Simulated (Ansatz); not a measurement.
# Li: pressure against volume per atom

All results are calculated (Ansatz 0.2.0 development build). Equation of state of a cubic crystal from periodic Kohn-Sham density functional theory without spin; pressure corrected for the finite basis.

Cell of the first row (space group Im-3m, No. 229):
```
CELL_PARAMETERS angstrom
-1.67040 1.67040 1.67040
1.67040 -1.67040 1.67040
1.67040 1.67040 -1.67040
ATOMIC_POSITIONS crystal
Li 0.00000 0.00000 0.00000
```

Settings of every row: formula Li; structure type bcc; functional r2SCAN; spin treatment none; k mesh 14x14x14; occupation method fermi-dirac; occupation width 0.1 eV; wave cutoff 700 eV; datasets hard PAW; density cutoff ratio 4; xc grid level 2.

Limits: pseudopotentials made with PBE, not this functional; the SCF threshold is loose for a stress in some rows.

| row | volume per atom (Å³) | pressure (GPa) | energy above lowest point (meV/atom) |
| --- | --- | --- | --- |
| 1 | 18.645 | 1.946 | 13.5 |
| 2 | 19.253 | 1.362 | 7.24 |
| 3 | 19.861 | 0.848 | 3.07 |
| 4 | 20.469 | 0.396 | 0.73 |
| 5 | 21.077 | ? | ? |

Question: what pressure should row 5 give?

Worked fit of pressure. Take u = (V_r/V)^(2/3) − 1 with V_r = 19.557 Å³ an atom, which is twice the finite (Eulerian) strain; such expansions in the strain, on which the Birch-Murnaghan equation of state is built, carry the rest volume and the bulk modulus. The shown rows have u = 0.03235, 0.0105, -0.01023, -0.02993. Least squares give pressure = 1.0968 + 24.778 × u + 45.57 × u² GPa; a straight line predicts inner rows, each left out in turn, worse (root mean square 0.028 against 0.00011 GPa). All shown rows lie on it to the printed digit. The withheld row has u = -0.04867, so the fit gives 1.0968 + 24.778 × (-0.04867) + 45.57 × (-0.04867)² = -0.001 GPa.

The calculation gave -0.002 GPa. The fit lies 0.001 GPa (50 % of the value, 0.051 % of the column's range) above it, one unit of the last digit. This row lies beyond the range of the fit.

The other values of row 5: energy above lowest point 0 meV/atom.
